The current in a metal is carried by electrons at the Fermi level, so it seems natural that the part of the Fermi surface with the most states should also carry the most current. In ferromagnetic AlNi₃ that would give the answer at a glance. Eight bands cross the Fermi level, each leaving its own sheet of Fermi surface, and one sheet holds more than half of all the states there. If every sheet had the same speed, its share of the states would be its share of the current.

Fermi-surface sheets of ferromagnetic AlNi₃, unrelaxed, from Ansatz 0.2.0 with collinear, scalar-relativistic PBE, plane waves and PAW, cutoff 420 eV and Gaussian smearing of 0.05 eV. The density was converged on a 12×12×12 k mesh, the sheets evaluated on 34×34×34. Sheet tops are relative to the Fermi level; filled shares are fractions of the Brillouin zone.

| row | sheet dos (states/eV/cell) | sheet spin | sheet band | sheet filled share | sheet mean speed (1e5 m/s) | sheet top (eV) |
| --- | --- | --- | --- | --- | --- | --- |
| 1 | 0.384 | up | 29 | 0.855 | 5.468 | 0.813 |
| 2 | 0.057 | up | 30 | 0.011 | 3.537 | 5.615 |
| 3 | 0.046 | up | 31 | 0.009 | 4.041 | 5.615 |
| 4 | 0.100 | down | 25 | 0.999 | 1.198 | 0.018 |
| 5 | 0.027 | down | 26 | 0.997 | 2.833 | 0.369 |
| 6 | 0.034 | down | 27 | 0.996 | 2.866 | 0.369 |
| 7 | 0.600 | down | 28 | 0.794 | 3.991 | 0.380 |
| 8 | 1.673 | down | 29 | 0.340 | 1.769 | 0.786 |

The sheets were evaluated on a denser k mesh than the one used to converge the electron density. The sheet DOS is the number of states that a sheet offers per electronvolt at the Fermi level. Row 8, band 29 of the down spin, has 57% of the total. Yet its electrons are slow: their mean speed is a third of that in row 1, band 29 of the up spin. Row 1 has only 13% of the states, and the question is which of the two counts for more.

An electric field pushes electrons through the crystal until they scatter. In a given time a fast electron gains or loses more energy in the field than a slow one, so on a fast sheet the field redistributes electrons over a wider range of energy. Each of the electrons concerned also carries its charge along faster. Speed therefore enters twice, the number of states only once.

With $N_i$ for the DOS of sheet $i$, $v_i$ for its mean speed and one scattering time for all sheets, the contribution to the conductivity of this cubic crystal is

$$\sigma_i \propto N_i v_i^2 .$$

For row 8, in the units of the table, this gives $1.673\times1.769^2\approx5.2$. For row 1 it gives $0.384\times5.468^2\approx11.5$. The sheet with over four times as many states thus carries less than half as much current.

Measured against the smooth model of one common speed, row 8 falls short by a factor of three: 57% of the states, but 18% of the current. Row 1 exceeds the model by the same factor and leads with 40%. Row 7, a large sheet of the down spin, exceeds it by a factor of 1.6 and comes second. These three rows decide how the current is divided.

The other five sheets are small pockets. Rows 2 and 3 hold electrons in about one per cent of the zone, and rows 4 to 6 are nearly full bands with a few holes at the top. Row 3 is slightly faster than row 7, but it has so few states that this hardly counts. Together the five pockets carry about 7% of the current.

The sum over the sheets can be compared with the Drude value of the same calculation, which measures how strongly all the electrons at the Fermi level respond to a field. The sheet means give 16.96 eV², about 4% below the full value of 17.73 eV². A small shortfall is to be expected, because speed varies over each sheet and the square of a mean is smaller than the mean of the squares. This correction can only add weight to a sheet, never remove it, so the missing part can shift the shares by a few percentage points at most. Both values come from the same bands, however, and say nothing about scattering in a real sample.

Why, then, are some sheets so much faster than others? An electron's speed is the slope of its band, that is, how quickly its energy changes with its wave vector. The 3d orbitals of nickel are compact and overlap little with their neighbours, so a band built from them is rather flat. The outer s and p orbitals of both elements reach far into the crystal, and their bands are steep.

Where a flat and a steep band meet, they can mix, and the mixed states take part of their slope from each. Let $w$ be the sp share of a state, and $v_d$ and $v_{sp}$ the slopes of the unmixed bands, expressed as velocities. If the coupling between them hardly changes with the wave vector, then

$$v=(1-w)\,v_d+w\,v_{sp}.$$

A little steep character can thus speed up a d band noticeably. In the real crystal the coupling does vary, so this is a guide to the trend and not an exact law for whole sheets.

The calculation offers a marker for the mixing: the share of each sheet's states that sits on aluminium, which has no occupied d shell. It is 13% in row 1, 8% in row 7 and only 1% in row 8, in the same order as the speeds. Aluminium is not a separate path for the current, since nickel dominates every sheet. Its share shows how far the d states have mixed with extended ones, though it overlooks the s and p states of nickel itself and depends on how space is divided between the atoms.

A least-squares line through all eight rows puts this into numbers:

$$v\approx1.24+34.3\,x,$$

where $x$ is the aluminium share as a fraction and $v$ is in $10^5$ m/s. Its typical miss within the fit is 0.24 in the same unit. When the speeds in the current estimate are replaced by those of the line, rows 1, 7 and 8 keep their order. The two constants describe these sheets and are not the speeds of pure d or pure sp electrons.

A fit to eight points with two constants proves little, but the same calculation also gives the sheets that would exist if the Fermi level lay 0.25 eV lower or higher. None of these 20 sheets was used in the fit. The line misses their speeds by 0.56 on average (root mean square, in $10^5$ m/s), whereas a single common speed, the mean of the eight rows, misses by 1.38. The link between speed and aluminium share thus survives a change of level within this crystal, though only as a rough rule. More than half of the 20 sheets are small pockets near a band edge, where electrons are slow at first and speed up away from the edge whatever the orbitals, so mixing need not be the whole cause.

Row 1 shows the rule at work. At the lower level, the aluminium share of its band drops to 4%, and the line predicts $1.24+34.3\times0.04\approx2.6$. The calculated speed is 2.5, less than half of its value at the true Fermi level. The same band is fast at one energy and slow at another, and its composition changes in step, as mixing would lead one to expect.

This also suggests why rows 1 and 8 differ so much, although both are band 29. In a ferromagnet the exchange interaction lowers the up levels and raises the down levels, chiefly those of nickel d character. The Fermi level then cuts two similar bands at different heights: the up band where it is well mixed and steep, the down band where it is flat and almost purely nickel, most likely 3d.

Moving the level supports this reading from both sides. When it is lowered by 0.25 eV, the up sheet not only slows down but gains states by a factor of 3.6, and so comes to resemble row 8. When it is raised by the same amount, the down sheet becomes faster and loses states, which takes it towards row 1. The two bands are not simply shifted copies of each other: their tops lie at nearly the same energy, 0.813 and 0.786 eV above the Fermi level, so the exchange shift cannot be the same for all their states. No calculation with the magnetism switched off was compared either, so the role of exchange is an inference from moving the level.

The inference matters because the magnetism itself is overestimated. The calculation gives a moment of 0.74 Bohr magnetons per cell, while measurements find roughly 0.2, a rough recalled value. Gradient-corrected functionals such as this one are known to exaggerate the moments of weak itinerant magnets because they leave out spin fluctuations. With a smaller moment the two bands 29 would be cut at more similar heights, so the contrast between rows 1 and 8 is probably too strong.

The two spins show how misleading a count of states can be. Down-spin sheets hold 83% of the states at the Fermi level but carry only 54% of the current, if both spins scatter equally often. A material that looks strongly spin-polarised by its states may thus deliver a much less polarised current. In a real ferromagnet the two spins usually have different scattering times, which would shift the balance again.

Row 4 breaks the common-speed model most strongly in proportion, with only 15% of the current that its states would suggest. Its small aluminium share fits the general picture, but there is a second reason: the band ends only 0.018 eV above the Fermi level, and at the top of a smooth band the slope goes to zero whatever the orbitals. So small a pocket is also fragile. The lattice used here is under a pressure of about 7 GPa and spin-orbit coupling is left out, and a slight shift of the levels from either cause could remove the pocket.

The mixing rule has its own exceptions. At the lower level, the band of row 8 moves at 2.3, against a prediction of 1.6, although its aluminium share is still 1%. Overlap among the nickel orbitals may supply the extra slope, which a marker on aluminium cannot register; this has not been tested. At the higher level, the band of row 1 is slower than the line predicts, so the gain in speed does not continue at the same rate as the mixing grows.

The largest reservation concerns scattering, which was not calculated. If all electrons travel the same distance between collisions, instead of the same time, one factor of speed drops out. The current then follows the area of each sheet, and row 8 takes the lead with 36%, ahead of row 7 with 29% and row 1 with 26%. This case is closer to the truth where grain boundaries or surfaces stop the electrons, as in very narrow metal lines.

So the bands alone do not name a single winner. They show that the sheet richest in states is also one of the slowest, and that its weight in the current depends on what limits the motion. Equal times favour the steep, well-mixed sheet of row 1; equal paths favour the large, flat-band sheet of row 8. Row 7 is both large and fairly fast, and it comes second in either case, with 34% of the current at equal times and 29% at equal paths.
